How does the electronic dielectric constant of an insulating oxide change when its crystal is squeezed or stretched? Two shortcuts suggest themselves. One treats the crystal as a set of polarisable units that are merely packed more or less densely, so that expansion must lower the constant. The other looks at the band gap and takes a narrower gap to mean a larger constant. Cubic BaZrO₃ under uniform strain shows both shortcuts failing, in opposite directions and for related reasons.

Cubic BaZrO₃ under uniform strain, computed with Ansatz 0.2.0 using the r2SCAN functional, PAW potentials, a plane-wave cutoff of 500 eV, a 6×6×6 k mesh and fixed occupations, without spin polarisation. The dielectric constant is the linear response of the electrons with the ions held in place, and the shortest distance is that between Zr and O.

```
volume (Å³/atom)  shortest distance (Å)  electronic dielectric xx
          13.160                  2.019                     4.526
          13.575                  2.040                     4.509
          14.000                  2.061                     4.496
          14.433                  2.082                     4.487
          14.874                  2.103                     4.482
          15.325                  2.124                     4.481
          15.785                  2.145                     4.484
          16.254                  2.166                     4.491
          16.732                  2.187                     4.501
```

The constant in the table describes how the electrons respond to a homogeneous field while the nuclei stay in place. It sets the refractive index for light whose frequency lies well below the gap but well above the lattice vibrations. The static constant that a capacitor would feel also contains the motion of the ions, and the argument below doesn't cover that part. In a cubic crystal the three directions are equivalent, so one number describes each row.

**A nearly flat curve**

Over the whole range the volume grows by 27 %, yet the dielectric constant hardly moves. It falls from 4.526 in the smallest cell to 4.481 at 15.325 Å³/atom and then climbs to 4.501 in the largest. The fall is clearly larger than the stated numerical error of about 0.016, while the later rise exceeds it only slightly. The curve is smooth, which speaks against random scatter, but the exact volume of the minimum is not secure. The firm result is the flatness itself, and this is what the shortcuts have to reproduce.

**Where fixed polarisability fails**

The first shortcut can be written down in one line. Let $\varepsilon$ be the electronic dielectric constant, $V$ the volume of the five-atom cell, and $\alpha$ the response of one cell, that is, the dipole induced in it per unit of macroscopic field. Polarisation is dipole per volume, and therefore

$$\varepsilon - 1 = \frac{4\pi\alpha}{V}.$$

This relation only defines $\alpha$. The approximation enters with the next step, in which $\alpha$ is taken to be the same at every volume, so that $\varepsilon-1$ falls as $1/V$.

The unstrained cell, at 14.874 Å³/atom, is the natural starting point, with $\varepsilon - 1 = 3.482$. For the most expanded cell, at 16.732 Å³/atom, a fixed response then gives

$$\varepsilon = 1 + 3.482\times\frac{14.874}{16.732} = 4.095.$$

The full calculation gives 4.501. The estimate is thus too low by 0.41, or 9 % of the computed constant, which is about 25 times the stated numerical error.

The most compressed cell, at 13.160 Å³/atom, shows the opposite miss: there the estimate is too high by 0.41. Agreement at the unstrained cell is built in, because the estimate starts from that row. Away from it the miss grows steadily on both sides and changes sign at the starting point. This pattern is the mark of a quantity that was held constant although it varies with volume. Numerical noise would not sort itself in this way.

A more refined version of the same picture does not help. In the Clausius–Mossotti relation each unit feels the macroscopic field plus a contribution from the dipoles around it, and $(\varepsilon-1)/(\varepsilon+2)$ varies as $1/V$ if the polarisabilities are fixed. Expansion then weakens the response twice, through dilution and through the smaller contribution of the surroundings. Differentiating the relation shows that $\varepsilon-1$ falls $(\varepsilon+2)/3$ times as steeply as under simple dilution, here about twice as steeply. The weak point is the fixed polarisability, whichever field is assumed to act on it.

**What the cell does instead**

Read in the other direction, the defining relation turns the computed constants into the response per cell. It grows at every step, from 18.5 to 23.3 Å³, a gain of 26 % against the 27 % gain in volume. Stretching the crystal makes each cell easier to polarise, at almost the rate at which it spreads the cells out. The flat curve is therefore a close balance between two large changes, and not a sign that the electrons are indifferent to strain.

Standard theory suggests why the cell softens. The field polarises the electrons by mixing empty states into filled ones. Each pair of states contributes in proportion to the square of its dipole matrix element, which measures how strongly the field couples the two, and in inverse proportion to their energy separation. In this oxide the highest filled bands come mainly from oxygen 2p orbitals and the lowest empty ones mainly from zirconium 4d orbitals. The positive ions around an oxygen site hold its electrons down in energy, while the negative ions around a zirconium site push the empty levels there up.

As the ions move apart, both electrostatic shifts weaken and the two sets of levels approach each other. For a given matrix element, the field then mixes them more easily. The electron cloud of the oxygen ion is also less tightly confined by its neighbours and can be displaced further. Both effects raise the response per cell on expansion. The overlap between oxygen and zirconium orbitals shrinks at the same time, which should weaken the coupling between them and work the other way. The computed growth shows that the effects raising the response prevail, but not how much each of them contributes.

**Where the gap rule fails**

The narrowing gap in the same calculations agrees with this explanation, and it makes the second shortcut tempting. Between the smallest cell and the one at 15.325 Å³/atom, the gap shrinks by about 0.4 eV. By the gap rule the dielectric constant should rise over this stretch, but it falls. The gaps of the strained cells are less securely converged than that of the unstrained one, and functionals of this kind usually give gaps that are too small. The argument needs only the direction of the change, which is the same at every step.

The rule fails first because it leaves out the volume. A narrower gap may make each cell more polarisable, but the dielectric constant counts dipole per volume. Up to 15.325 Å³/atom the response per cell gains 15.0 % while the volume gains 16.5 %, so dilution wins narrowly. Beyond that point the response gains 9.8 % and the volume 9.2 %, and the balance tips the other way.

The second reason lies in what the gap measures. The smallest gap of BaZrO₃ is indirect: the highest filled state and the lowest empty state have different crystal momenta. A homogeneous field mixes only states of equal momentum, so this particular pair does not contribute to the electronic response at all. The smallest direct gap narrows by 0.34 eV over the full range, compared with 0.63 eV for the indirect one. Even the direct gap is only the lowest of the many separations that enter the sum, and a band edge is thus a poor measure of how the whole set moves.

The direct gap may nevertheless hint at why the curve bends upwards. It barely changes in the first step of expansion, from 4.062 to 4.053 eV, and drops much faster in the last, from 3.790 to 3.723 eV. If many other direct separations behave alike, the cell would soften faster at large volume, as the response per cell indeed does. This remains a guess, since it rests on a single pair of bands.

**Reading the balance**

The two shortcuts are the two halves of one account. Fixed polarisability keeps the dilution and drops the softening of the cell; the gap rule keeps a rough sign of the softening and drops the dilution. The sign of the change in $\varepsilon$ follows from comparing two percentages, the growth of the response per cell and the growth of the volume. Where the response per cell grows more slowly than the volume, dilution prevails and the constant falls; where it grows faster, the constant rises.

For BaZrO₃ the two percentages nearly match throughout the range. In practical terms, a uniform change of volume within this range, with the crystal kept cubic, shifts the electronic dielectric constant by at most about 1 %, and the refractive index, which is its square root, by about half as much. An estimate with a fixed response per cell would miss by up to 9 %. The row-by-row comparison of this estimate with the computed constants is printed below.

Numerical output:

```
Dielectric constant, response per cell and gaps:
     row  computed  fixed_response_estimate  estimate_less_computed  response_per_cell_A3  indirect_gap_eV  direct_gap_eV
   13.16     4.526                    4.936                  0.4095                 18.46            4.031          4.062
  13.575     4.509                    4.815                  0.3062                 18.95             3.96          4.053
    14.0     4.496                    4.699                  0.2034                 19.47            3.886          4.032
  14.433     4.487                    4.588                  0.1014                 20.02             3.81              4
  14.874     4.482                    4.482                       0                 20.61            3.732          3.959
  15.325     4.481                     4.38                 -0.1015                 21.23            3.651          3.909
  15.785     4.484                    4.281                  -0.203                 21.88            3.569          3.853
  16.254     4.491                    4.186                 -0.3046                 22.58            3.485           3.79
  16.732     4.501                    4.095                 -0.4057                 23.31              3.4          3.723
Change of dielectric constant, first row to 15.325: -0.045
Change of dielectric constant, 15.325 to last row: 0.02
Change of dielectric constant, first to last row: -0.025
Change by the fixed-response estimate, first to last row: -0.8402
Largest stated error of the dielectric constant: 0.016
Largest step between neighbouring rows: 0.017
Number of the eight steps larger than the largest stated error: 1
Growth of volume, first to last row, percent: 27.14
Growth of response per cell, first to last row, percent: 26.24
Growth of volume, first row to 15.325, percent: 16.45
Growth of response per cell, first row to 15.325, percent: 14.97
Growth of volume, 15.325 to last row, percent: 9.181
Growth of response per cell, 15.325 to last row, percent: 9.808
Change of indirect gap, first to last row, eV: -0.6304
Change of direct gap at Gamma, first to last row, eV: -0.339
Change of indirect gap, first row to 15.325, eV: -0.3793
Growth of Zr-O distance, first to last row, percent: 8.321
```
